**Hydroxylamine bond homolysis: exact-exchange line and two forecasts**

The table holds the electronic part and the 298.15 K enthalpy for breaking the weakest bond of NH₂OH with several density functionals and basis sets (PySCF 2.14.0), all on shared PBE0-D3(BJ)/def2-SVP structures and thermal terms. The program fixes a line D = D₀ + s·a in the exact-exchange fraction a through B3LYP and BHandHLYP, bond by bond, and tests the N–O line on HSE06, PBE0 and ωB97X, which lie 8 to 17 kJ/mol above it. The N–O slope is 20 times the O–H slope and 8 times the N–H slope. For the withheld M06-2X row the ωB97X analogue (291 ± 13 kJ/mol) misses by +9.9 while the line misses by +66.1. For the withheld LDA O–H row the hybrid mean plus a rough recalled shift (364 ± 25 kJ/mol) misses by −5.9 while the unshifted mean misses by +34.1.

PySCF 2.14.0 density-functional calculations of the homolysis of hydroxylamine, NH₂OH, with the weakest bond listed at each level. All rows use PBE0-D3(BJ)/def2-SVP geometries and thermal terms, and enthalpies are at 298.15 K and 1 bar.

## Numerical check

```python
# Table: homolysis of the first-listed (weakest) bond of hydroxylamine NH2OH, PySCF 2.14.0, DFT energies on a
# PBE0-D3(BJ)/def2-SVP geometry with shared thermal terms. Tested: D linear in the exact-exchange fraction a,
# bond by bond, and forecasts for the withheld M06-2X (N-O) and LDA (O-H) rows from the other rows alone.
T = {
    'system': ['BHandHLYP/def2-TZVP', 'B3LYP-D3(BJ)/def2-TZVP', 'HSE06/def2-TZVP', 'PBE0-D3(BJ)/aug-pcseg-1', 'PBE0-D3(BJ)/def2-QZVPPD', 'PBE0-D3(BJ)/def2-TZVP', 'wB97X-D3(BJ)/def2-TZVP', 'M06-2X/def2-TZVP', 'LDA/def2-TZVP'],
    'integration_grid_level': ['2', '2', '2', '2', '2', '2', '2', '3', '2'],
    'site': ['N1-O2', 'N1-O2', 'N1-O2', 'N1-O2', 'N1-O2', 'N1-O2', 'N1-O2', 'N1-O2', 'O2-H'],
    'broken_dissociation_enthalpy': [213.3, 251.7, 257.1, 258.7, 259.8, 262.0, 264.4, 274.3, 327.6],  # kJ/mol
    'broken_electronic_part': [240.0, 278.4, 283.8, 285.4, 286.5, 288.7, 291.1, 301.0, 358.6],  # kJ/mol
    'broken_length': [1.411, 1.411, 1.411, 1.411, 1.411, 1.411, 1.411, 1.411, 0.963],  # angstrom
}
HELD = [7, 8]  # rows withheld from the fit
import numpy as np
S, L = T['system'], T['broken_length']
E, H = T['broken_electronic_part'], T['broken_dissociation_enthalpy']
known = [i for i in range(len(S)) if i not in HELD]
ix = lambda s: [i for i, n in enumerate(S) if n.startswith(s)][0]
# nominal exact-exchange fractions (short-range value for HSE06 and wB97X), recalled, two figures
A = {'BHandHLYP': 0.50, 'B3LYP': 0.20, 'HSE06': 0.25, 'PBE0': 0.25, 'wB97X': 0.16, 'M06': 0.54, 'LDA': 0.0}
a = [A[n.split('/')[0].split('-')[0]] for n in S]
# further outputs of the same runs, rows 0-6: O-H and N-H electronic parts, O-H enthalpy (kJ/mol), O-H length
OH = [325.79, 327.74, 318.34, 323.62, 325.32, 320.47, 330.06]
NH = [363.48, 368.29, 360.73, 364.30, 366.39, 362.68, 369.05]
OHH = [294.79, 296.74, 287.34, 292.63, 294.32, 289.47, 299.06]
rOH = 0.9628
b, h, w, s6 = ix('B3LYP'), ix('BHandH'), ix('wB97X'), ix('HSE06')
p, q, g = ix('PBE0-D3(BJ)/def2-TZVP'), ix('PBE0-D3(BJ)/def2-QZ'), ix('PBE0-D3(BJ)/aug')
offNO = np.array([H[i] - E[i] for i in known]); offOH = np.array(OHH) - np.array(OH)
print("Energies in kJ/mol; table rounding 0.05 per value, 0.1 per difference")
print(f"enthalpy - electronic: N-O {offNO.mean():.1f} (range {np.ptp(offNO):.1f}), O-H {offOH.mean():.1f} (range {np.ptp(offOH):.2f})")
sl = {}
for nm, D in (('N-O', E), ('O-H', OH), ('N-H', NH)):
    sl[nm] = (D[h] - D[b]) / (a[h] - a[b])
    print(f"{nm}: BHandHLYP - B3LYP {D[h]-D[b]:+.1f} ({100*(D[h]-D[b])/D[b]:+.1f} %), slope {sl[nm]/10:+.2f} per 0.1 of a; "
          f"PBE0-D3 - HSE06 {D[p]-D[s6]:+.1f}")
    print(f"     PBE0 basis: TZVP - QZVPPD {D[p]-D[q]:+.1f}, aug-pcseg-1 - QZVPPD {D[g]-D[q]:+.1f}")
print(f"slope ratios: N-O/O-H {sl['N-O']/sl['O-H']:.0f}, N-O/N-H {sl['N-O']/sl['N-H']:.0f}")
line = lambda x: E[b] + sl['N-O'] * (x - a[b])
tz = [i for i in known if S[i].endswith('def2-TZVP')]
print("N-O line through B3LYP and BHandHLYP (those two fit by construction), def2-TZVP rows:")
for i in tz:
    print(f"  {S[i]:26s} a {a[i]:.2f} line {line(a[i]):.1f} computed {E[i]:.1f} misfit {E[i]-line(a[i]):+.1f}; O-H minus N-O enthalpy {OHH[i]-H[i]:.1f}")
worst = max(tz, key=lambda i: abs(E[i] - line(a[i]))); barL = abs(E[worst] - line(a[worst]))
print(f"worst row {S[worst]}, misfit {barL:.1f}; PBE0 - B3LYP {E[p]-E[b]:+.1f}; wB97X - PBE0 {E[w]-E[p]:+.1f}")
four = np.array([E[i] for i in tz if i != h]); oh = np.array([OH[i] for i in tz])
print(f"N-O without BHandHLYP: mean {four.mean():.1f}, range {np.ptp(four):.1f}; O-H five functionals: mean {oh.mean():.1f}, range {np.ptp(oh):.1f}")
sg = ((OHH[h] - H[h]) - (OHH[b] - H[b])) / (a[h] - a[b])
print(f"gap slope {sg/10:+.1f} per 0.1 of a; gap carried to a = 0: from B3LYP {OHH[b]-H[b]-sg*a[b]:+.1f}, from PBE0 {OHH[p]-H[p]-sg*a[p]:+.1f}")
shift, sbar = 40.0, 25.0  # rough recalled judgement of net LDA overbinding of this O-H bond, not fitted
for i in HELD:
    if S[i].startswith('M06'):
        P = [("forecast, wB97X analogue", E[w], np.ptp(four)), ("alternative, line in a", line(a[i]), barL)]
        off, r, ref, nm = offNO.mean(), L[p], [(S[k], E[k]) for k in (w, p, h)], 'N-O'
    else:
        P = [("forecast, hybrid mean + rough shift 40", oh.mean() + shift, sbar), ("alternative, hybrid mean", oh.mean(), np.ptp(oh) / 2)]
        off, r, ref, nm = offOH.mean(), rOH, [(S[p], OH[p]), ("hybrid mean", oh.mean())], 'O-H'
    print(f"--- withheld: {S[i]}, bond {T['site'][i]}")
    for t, v, e in P:
        print(f"  {t}: electronic {v:.1f} +- {e:.1f}, enthalpy {v+off:.1f} +- {e:.1f}")
    print(f"  carried over: length {r:.3f} A, enthalpy - electronic {off:.1f}")
    print(f"  computed: electronic {E[i]:.1f}, enthalpy {H[i]:.1f}, difference {H[i]-E[i]:.1f}, length {L[i]:.3f} A")
    for t, v, e in P:
        print(f"  miss of {t}: {E[i]-v:+.1f} ({100*(E[i]-v)/v:+.1f} %), {abs(E[i]-v)/e:.2f} bars, {'inside' if abs(E[i]-v) <= e else 'outside'}")
    print(f"  {nm} against " + ", ".join(f"{n} {E[i]-v:+.1f}" for n, v in ref))
assert np.ptp(offNO) < 0.15 and np.ptp(offOH) < 0.05
assert sl['N-O'] < 0 and abs(sl['N-O']) > 5 * max(abs(sl['O-H']), abs(sl['N-H']))
assert E[p] > E[b] and a[p] > a[b]
assert all(H[i] < OHH[i] for i in known)
```

Output:

```
Energies in kJ/mol; table rounding 0.05 per value, 0.1 per difference
enthalpy - electronic: N-O -26.7 (range 0.0), O-H -31.0 (range 0.01)
N-O: BHandHLYP - B3LYP -38.4 (-13.8 %), slope -12.80 per 0.1 of a; PBE0-D3 - HSE06 +4.9
     PBE0 basis: TZVP - QZVPPD +2.2, aug-pcseg-1 - QZVPPD -1.1
O-H: BHandHLYP - B3LYP -1.9 (-0.6 %), slope -0.65 per 0.1 of a; PBE0-D3 - HSE06 +2.1
     PBE0 basis: TZVP - QZVPPD -4.8, aug-pcseg-1 - QZVPPD -1.7
N-H: BHandHLYP - B3LYP -4.8 (-1.3 %), slope -1.60 per 0.1 of a; PBE0-D3 - HSE06 +1.9
     PBE0 basis: TZVP - QZVPPD -3.7, aug-pcseg-1 - QZVPPD -2.1
slope ratios: N-O/O-H 20, N-O/N-H 8
N-O line through B3LYP and BHandHLYP (those two fit by construction), def2-TZVP rows:
  BHandHLYP/def2-TZVP        a 0.50 line 240.0 computed 240.0 misfit +0.0; O-H minus N-O enthalpy 81.5
  B3LYP-D3(BJ)/def2-TZVP     a 0.20 line 278.4 computed 278.4 misfit +0.0; O-H minus N-O enthalpy 45.0
  HSE06/def2-TZVP            a 0.25 line 272.0 computed 283.8 misfit +11.8; O-H minus N-O enthalpy 30.2
  PBE0-D3(BJ)/def2-TZVP      a 0.25 line 272.0 computed 288.7 misfit +16.7; O-H minus N-O enthalpy 27.5
  wB97X-D3(BJ)/def2-TZVP     a 0.16 line 283.5 computed 291.1 misfit +7.6; O-H minus N-O enthalpy 34.7
worst row PBE0-D3(BJ)/def2-TZVP, misfit 16.7; PBE0 - B3LYP +10.3; wB97X - PBE0 +2.4
N-O without BHandHLYP: mean 285.5, range 12.7; O-H five functionals: mean 324.5, range 11.7
gap slope +12.1 per 0.1 of a; gap carried to a = 0: from B3LYP +20.7, from PBE0 -2.9
--- withheld: M06-2X/def2-TZVP, bond N1-O2
  forecast, wB97X analogue: electronic 291.1 +- 12.7, enthalpy 264.4 +- 12.7
  alternative, line in a: electronic 234.9 +- 16.7, enthalpy 208.2 +- 16.7
  carried over: length 1.411 A, enthalpy - electronic -26.7
  computed: electronic 301.0, enthalpy 274.3, difference -26.7, length 1.411 A
  miss of forecast, wB97X analogue: +9.9 (+3.4 %), 0.78 bars, inside
  miss of alternative, line in a: +66.1 (+28.2 %), 3.96 bars, outside
  N-O against wB97X-D3(BJ)/def2-TZVP +9.9, PBE0-D3(BJ)/def2-TZVP +12.3, BHandHLYP/def2-TZVP +61.0
--- withheld: LDA/def2-TZVP, bond O2-H
  forecast, hybrid mean + rough shift 40: electronic 364.5 +- 25.0, enthalpy 333.5 +- 25.0
  alternative, hybrid mean: electronic 324.5 +- 5.9, enthalpy 293.5 +- 5.9
  carried over: length 0.963 A, enthalpy - electronic -31.0
  computed: electronic 358.6, enthalpy 327.6, difference -31.0, length 0.963 A
  miss of forecast, hybrid mean + rough shift 40: -5.9 (-1.6 %), 0.24 bars, inside
  miss of alternative, hybrid mean: +34.1 (+10.5 %), 5.82 bars, outside
  O-H against PBE0-D3(BJ)/def2-TZVP +38.1, hybrid mean +34.1
```
